## Flow curves of the Hébraud–Lequeux mean-field model

### Premises

A two-dimensional incompressible solid of shear modulus $\mu$ is divided into $N$ blocks on a periodic square lattice. Each block carries a scalar shear stress $\sigma$ (Pa). The engineering shear rate $\dot\gamma>0$ is imposed and thermal activation is absent.

1. A block with $|\sigma|>\sigma_c$ yields at rate $1/\tau$. Its stress drops at once to zero, so the signed drop is $\Delta\sigma=\sigma$.
2. A plastic shear $\gamma^p$ changes the stresses by $\mu\,\mathcal G*\gamma^p$, where $\mathcal G$ is the Eshelby kernel.
3. At each event the off-site entries of $\mathcal G$ are shuffled, that is, dealt to the other blocks at random. Blocks become statistically independent as $N\to\infty$.
4. The fluctuating part of the kicks is treated as diffusion, and its amplitude is computed with $|\Delta\sigma|=\sigma_c$.

Premise 4 defines the model of Hébraud and Lequeux (1998). Its accuracy is examined at the end.

### From the kernel to drift and noise

Take a plastic strain $\epsilon^p_{xy}=\epsilon^p_{yx}=e=\gamma^p/2$. It acts as a body force $\hat{\mathbf f}=-2i\mu e\,(q_y,q_x)$. Incompressibility keeps only the displacement along $\mathbf n=(-q_y,q_x)/q$, so $\hat{\mathbf u}=\mathbf n(\mathbf n\cdot\hat{\mathbf f})/\mu q^2$. The total strain is then $\hat\epsilon_{xy}=e\,(q_x^2-q_y^2)^2/q^4$, and $\hat\sigma=2\mu(\hat\epsilon_{xy}-e)$ gives
$$\hat{\mathcal G}(\mathbf q)=-\frac{4q_x^2q_y^2}{q^4},\qquad \hat{\mathcal G}(0)=-1,\tag{1}$$
where the value at $q=0$ expresses imposed total strain. We use (1) at the wavevectors of the square Brillouin zone. With $\langle\cdot\rangle_q$ the zone average, the on-site entry is $-g_0$ with $g_0=\langle|\hat{\mathcal G}|\rangle_q$. Full relaxation needs $\gamma^p=\Delta\sigma/g_0\mu$, so another block receives $\mathcal G_{ij}\Delta\sigma/g_0$.

Let $\Gamma$ be the yield rate per block. The off-site entries sum to $\hat{\mathcal G}(0)+g_0$, so each block drifts at $V=\mu\dot\gamma-\Gamma\langle\Delta\sigma\rangle(1-g_0)/g_0$. In a steady state the drift balances the drops, $V=\Gamma\langle\Delta\sigma\rangle$, and therefore $V=g_0\mu\dot\gamma$. By Parseval's theorem the squared normalised kicks sum to
$$K_2=\sum_{i\ne j}\frac{\mathcal G_{ij}^2}{g_0^2}=\frac{\langle\hat{\mathcal G}^2\rangle_q}{g_0^2}-1.\tag{2}$$
There are $N\Gamma$ events per second, and each gives a block the variance $K_2\sigma_c^2/N$. The variance grows at $2D=\Gamma K_2\sigma_c^2$, so $D=\alpha\Gamma$ with $\alpha=K_2\sigma_c^2/2$ (Pa²). Below, $\alpha$ is first treated as a free constant.

### Stationary distribution

Measure stress in $\sigma_c$ and time in $\tau$: $x=\sigma/\sigma_c$, $v=V\tau/\sigma_c$, $a=\alpha/\sigma_c^2$, with $D$ and $\Gamma$ now dimensionless. The stationary density $P(x)$ obeys
$$DP''-vP'-\Theta(|x|-1)P+\Gamma\delta(x)=0,\qquad \Gamma=\int_{|x|>1}P\,dx,\qquad D=a\Gamma.\tag{3}$$
For $v>0$ the balance of drift and drops requires $\Gamma>0$, hence $D>0$. Define
$$u=\frac{v}{2D},\qquad s=\sqrt{u^2+1/D},\qquad k_\pm=s\mp u,\qquad t=\tanh u,$$
so that $k_+k_-=1/D$ and $k_--k_+=2u$.

Outside the threshold the decaying solutions are $P_+e^{-k_+(x-1)}$ for $x>1$ and $P_-e^{k_-(x+1)}$ for $x<-1$. Inside, the current $J=vP-DP'$ is constant on each side of the origin. Continuity of $P$ and $P'$ at $x=\pm1$ fixes the outward currents $J_+=Dk_-P_+$ and $J_-=Dk_+P_-$. Integrating $vP-DP'=\pm J_\pm$ inward gives
$$P=\frac{P_+}{2u}\left[k_--k_+e^{-2u(1-x)}\right]\ (0<x<1),\qquad P=\frac{P_-}{2u}\left[k_-e^{2u(1+x)}-k_+\right]\ (-1<x<0).$$
Continuity at $x=0$ gives $P_+=e^{2u}P_-$. The source fixes the jump of the current, $\Gamma=J_++J_-=DP_-(k_-e^{2u}+k_+)$, which equals the outer weight $P_+/k_++P_-/k_-$, as (3) requires. The inner weight is $P_-(k_-e^{2u}-k_++e^{2u}-1)/2u$. Set inner plus outer weight to one, multiply by $a=D/\Gamma$, and divide numerator and denominator by $2e^u\cosh u$:
$$a=D+\frac{(s+1)t+u}{2u\,(s+ut)}.\tag{4}$$

The mean stress $\Sigma=\langle x\rangle$ follows from multiplying (3) by $x^2$ and integrating by parts:
$$2D+2v\Sigma=\Gamma M_2,\qquad M_2=\sum_\pm\frac{J_\pm}{\Gamma}\left(1+\frac{2}{k_\pm}+\frac{2}{k_\pm^2}\right).\tag{5}$$
$M_2$ is the mean squared drop, since the overshoot on each side is exponential with mean $1/k_\pm$. Use $J_\pm/\Gamma=k_\mp e^{\pm u}/[2\cosh u\,(s+ut)]$, $1/k_\pm=Dk_\mp$ and $Ds^2=1+Du^2$. Then
$$M_2=1+2D+8D^2u^2+\frac{2+4Du\,[u+(s+1)t]}{s+ut}.$$
Equation (5) reads $a\Sigma=(M_2-2a)/4u$, and inserting (4) gives
$$a\Sigma=2D^2u+\frac{(s+1)(u-t)/4u^2+t/4+D\,[u+(s+1)t]}{s+ut}.\tag{6}$$
Equations (4) and (6) with $D=v/2u$ are the exact flow curve of (3). At fixed $v$ the right side of (4) runs from $\infty$ at $u\to0$ to zero at $u\to\infty$, so a solution exists for every $a>0$.

### The transition

Let $v=2Du\to0$. By (4), $D<a$. Also $u$ stays bounded, because for $u\to\infty$ both terms of (4) would vanish. The limit therefore has $u=0$, or $D=0$, or both.

For $u\to0$ at finite $D$, $s\to D^{-1/2}$ and (4) becomes
$$a=\tfrac12+\sqrt{D_0}+D_0,\tag{7}$$
which has a root $D_0>0$ only for $a>1/2$. For $D\to0$ at finite $u$, $s\to\infty$ and (4) becomes
$$a=g(u_0),\qquad g(u)=\frac{\tanh u}{2u},\tag{8}$$
and $g$ falls monotonically from $1/2$ to zero, so $u_0>0$ requires $a<1/2$. Each $a$ selects exactly one limit, and the transition lies at $\alpha_c=\sigma_c^2/2$. The value has a direct meaning. A block diffusing from zero first reaches $\pm\sigma_c$ after a mean time $\sigma_c^2/2D$, so $\Gamma\le2D/\sigma_c^2$ at rest, and activity sustains itself only if $\alpha>\sigma_c^2/2$.

### Newtonian branch, $a>1/2$

From (7), $\sqrt{D_0}=(\sqrt{4a-1}-1)/2$. Equation (4) is even in $u$, so $D=D_0+O(v^2)$. Expanding (6) to first order in $u=v/2D_0$, with $u-t\simeq u^3/3$, gives $\sigma=\eta\dot\gamma$ with
$$\frac{\eta}{g_0\mu\tau}=\frac{\tfrac1{12}+\tfrac13D_0^{1/2}+D_0+2D_0^{3/2}+2D_0^2}{2aD_0}.\tag{9}$$
Near the transition $\sqrt{D_0}\simeq a-\tfrac12$, and the right side diverges as $1/[12(a-\tfrac12)^2]$.

### Herschel–Bulkley branch, $a<1/2$

Put $\varepsilon=1/s$, so that $D=\varepsilon^2/(1-u^2\varepsilon^2)$ and $\varepsilon=\sqrt D$ to leading order. Expand (4) and (6):
$$a=g+\varepsilon\,\tfrac12\!\left(1-t^2+\frac tu\right)+O(\varepsilon^2),\qquad a\Sigma=S+\varepsilon\,\frac{u-t+ut^2}{4u^2}+O(\varepsilon^2),\qquad S=\frac{u-t}{4u^2}.\tag{10}$$
At $\varepsilon=0$, $\Sigma=S/g$ is the dynamic yield stress,
$$\Sigma_y=\frac{\sigma_y}{\sigma_c}=\frac12\left(\coth u_0-\frac1{u_0}\right).\tag{11}$$
It tends to $1/2$ as $a\to0$, the mean of a sawtooth between zero and $\sigma_c$. With $\delta=\tfrac12-a$ small, $g\simeq\tfrac12-u^2/6$ gives $u_0=\sqrt{6\delta}$ and $\Sigma_y=u_0/6=\sqrt{\delta/6}$.

Differentiation shows that the two first-order coefficients in (10) equal $2g+ug'$ and $3S+uS'$. To this order (10) can be written $a=\lambda^2g(\lambda u)$ and $a\Sigma=\lambda^3S(\lambda u)$ with $\lambda=1+\varepsilon$. These are the $\varepsilon=0$ relations for an absorbing wall at $\lambda\sigma_c$: in the time $\tau$ before it yields, a block diffuses a mean distance $\sqrt D$ past the threshold. Hence $\Sigma=\lambda\,\Sigma_y(a/\lambda^2)$. With $\varepsilon=\sqrt{v/2u_0}$,
$$\Sigma=\Sigma_y+\tilde A\,v^{1/2}+O(v),\qquad \tilde A=\frac{\Sigma_y-2a\,d\Sigma_y/da}{\sqrt{2u_0}},\tag{12}$$
$$\frac{d\Sigma_y}{da}=-\frac{1-u_0^2/\sinh^2u_0}{\tanh u_0-u_0/\cosh^2u_0}.$$
The derivative is negative, so $\tilde A>0$. In SI units $\sigma=\sigma_y+A\dot\gamma^{1/2}$ with $A=\tilde A\,(\sigma_c\,g_0\mu\tau)^{1/2}$. The exponent $1/2$ joins two facts: $D\propto\dot\gamma$ at finite $u_0$, and the overshoot scales as $\sqrt{D\tau}$.

### Critical region

When $u$, $\varepsilon$ and $\delta$ are all small, (10) reduces to $\sqrt D=u^2/6-\delta$ and $\Sigma=u/6$. Then $v=2Du$ gives one equation of state,
$$v=12\,\Sigma\,(6\Sigma^2-\delta)^2,\qquad 6\Sigma^2>\delta.\tag{13}$$
At $\delta=0$ it reads $v=432\,\Sigma^5$, that is
$$\sigma=\frac{\sigma_c}{6}\left(\frac{18\,g_0\mu\tau\dot\gamma}{\sigma_c}\right)^{1/5},\tag{14}$$
with relative corrections of order $u^2\propto v^{2/5}$. For $\delta<0$ and small $\Sigma$, (13) gives $\Sigma=v/12\delta^2$, the limit of (9). For $\delta>0$, linearising about $\Sigma_y$ gives $\tilde A=(1728\,\Sigma_y^3)^{-1/2}=(2u_0)^{-3/2}$, the limit of (12). Both laws give way to (14) above a rate of order $v_*=2\sqrt6\,|\delta|^{5/2}$, the value of $432\,\Sigma^5$ at $6\Sigma^2=|\delta|$.

### Range of validity

*Rate.* Equations (9), (12) and (14) are low-rate limits of (3). They need $v\ll1$, and (9) and (12) also need $v\ll v_*$ near the transition.

*Constant $\alpha$.* If the kicks scale with the actual drop, $a=\tfrac12K_2M_2$. Since $M_2=\lambda^2+O(\varepsilon^2)$, the ratio $a/\lambda^2$ stays at $K_2/2$, and $\Sigma=\lambda\Sigma_y$. The yield stress and the exponent $1/2$ survive, but the prefactor becomes $\tilde A'=\Sigma_y/\sqrt{2u_0}$, a change at leading order. Equation (5) becomes $2v\Sigma=\Gamma M_2(1-K_2)$, so steady flow with $\Sigma>0$ needs $K_2<1$. The Newtonian and critical laws therefore belong to the constant-$\alpha$ closure. Because $\hat{\mathcal G}^2\le|\hat{\mathcal G}|$, (2) gives $K_2\le1/g_0-1$, and a kernel of this type with $g_0>1/2$ lies on the yield-stress side.

*Small kicks.* Diffusion is the exact $N\to\infty$ limit when the kicks become small at fixed $K_2$, for example Gaussian kicks of variance $K_2\sigma_c^2/N$. A literal permutation keeps the sizes of the entries. Write (1) as $-\tfrac12+\tfrac12\cos4\theta_q$ and use $\int_0^\infty qJ_4(qr)\,dq=4/r^2$ (Abel-summed). The far field is $\mathcal G=\cos4\theta/\pi r^2$ with $r$ in lattice spacings. The number of blocks kicked by more than $\xi\sigma_c$ is the enclosed area, $n(\xi)=2/\pi g_0\xi$, and kicks below $\xi$ contribute $2\xi/\pi g_0$ to $K_2$. They carry the fraction $\xi/\xi_*$ of the variance, with $\xi_*=\pi g_0K_2/2$ an estimate of the largest kicks. The $v^{1/2}$ term needs kicks smaller than the layer width $\sqrt D$. A scaling estimate shows what replaces it: the kick received about once per $\tau$ satisfies $\Gamma n(\xi)=1$, so $\xi=2\Gamma/\pi g_0$, linear in the rate. This reaches $\xi_*$ only at $\Gamma_*=(\pi g_0/2)^2K_2$. Below $\Gamma_*$ the motion within $\tau$ is not Gaussian, and the rate dependence is expected to be close to linear.

*Shuffling.* It removes spatial correlations between events, so avalanche geometry and shear bands are outside the model. A single threshold and instantaneous relaxation are further restrictions.

### Numerical illustration

The function (1) depends only on $w=q_y/q_x$, which is uniform on $[0,1]$ over one octant of the square zone. Thus
$$g_0=\int_0^1\frac{4w^2\,dw}{(1+w^2)^2}=\frac\pi2-1=0.5708,\qquad \langle\hat{\mathcal G}^2\rangle_q=\int_0^1\frac{16w^4\,dw}{(1+w^2)^4}=\frac\pi4-\frac13=0.4521.$$
Then $K_2=\alpha/\alpha_c=0.3875$, below the bound $0.752$, and $a=0.1938$. Equation (8) gives $u_0=2.549$, (11) gives $\Sigma_y=0.310$, and $d\Sigma_y/da=-0.906$. The numerator in (12) is $0.661$, so $\tilde A=0.293$, while $\tilde A'=0.137$.

Take $\mu=30$ GPa, typical of a metallic glass, and choose $\sigma_c=3$ GPa and $\tau=10$ ps as model inputs. Then $v=5.71\times10^{-11}\,\mathrm{s}\times\dot\gamma$, $\sigma_y=0.930$ GPa and $A=6.64$ kPa s$^{1/2}$, or $3.11$ kPa s$^{1/2}$ for drop-scaled kicks. Also $\xi_*=0.35$, $n(\xi)=1.12/\xi$ and $\Gamma_*=0.31$. The constant-$\alpha$ flow curve is:

| $\dot\gamma$ (s⁻¹) | $u$ | $\sqrt D$ | $\sigma$ from (4), (6) (GPa) | $\sigma$ from (12) (GPa) | $\sqrt D/\xi_*$ |
|---|---|---|---|---|---|
| $10^7$ | 2.580 | 0.011 | 0.952 | 0.951 | 0.03 |
| $10^8$ | 2.651 | 0.033 | 1.003 | 0.996 | 0.09 |
| $10^9$ | 2.911 | 0.099 | 1.210 | 1.140 | 0.3 |

At $10^9$ s⁻¹ the square-root term supplies only $0.75$ of the excess over $\sigma_y$, the rest coming from higher orders in $v^{1/2}$. These digits hold for the variance-matched Gaussian model. For a literal permutation the last column is the share of the variance carried by kicks smaller than the layer, and $\Gamma=0.05$ in the last row is still below $\Gamma_*$. Large kicks also leave an overshoot $\ell$ that persists at zero rate. By the wall-shift argument it moves $\Sigma$ by $0.661\,\ell$ at constant $\alpha$, which is $0.23$ for $\ell=\xi_*$ and comparable with $\Sigma_y$. For that model, $\sigma_y\approx0.3\,\sigma_c$ is an order-of-magnitude estimate, and the exponent $1/2$ is not its low-rate limit.